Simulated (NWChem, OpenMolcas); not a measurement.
How basis sets differ on AsF3 (SMILES F[As](F)F)

The species is AsF3 (4 atoms), meant as a singlet with charge 0. SMILES: `F[As](F)F`. The coordinates come from a PBE0-D4/def2-TZVP relaxation.

Quantity: the dipole moment, in D. The values are calculated.

The value from experiment is 2.59 D (NIST CCCBDB). From what is known of these methods, estimate their order from the nearest to it to the farthest.
A. HF/pcseg-2 (OpenMolcas)
B. HF/pcseg-0 (OpenMolcas)
C. HF/cc-pVDZ (OpenMolcas)
D. HF/STO-3G (NWChem)
E. HF/3-21G (NWChem)

A (2.82 D, +0.23), C (3.03 D, +0.44), E (3.36 D, +0.77), B (3.63 D, +1.04), D (1.27 D, -1.32).

The dipole moment does not approach experiment from one side: the minimal basis falls far below it, while every larger set lies above. Fluorine draws density from arsenic, and the pyramidal shape keeps the three bond dipoles from cancelling, with the arsenic lone pair opposing their sum. STO-3G gives the fluorine valence shell no freedom to expand as it gains charge, which probably explains why the bonds come out too weakly polar, at 1.27 D.

The split-valence sets 3-21G and pcseg-0 lift that restriction but lack the polarization functions needed to describe back-donation from fluorine and the distortion of the lone pair, so the charge separation is overshot. Adding these functions brings the moment down to 3.03 D with cc-pVDZ and 2.82 D with pcseg-2. The excess that remains is in the direction expected of Hartree–Fock, which tends to make polar bonds too ionic because electron correlation is missing. Without a still larger basis, however, that contribution cannot be separated from residual basis-set error.
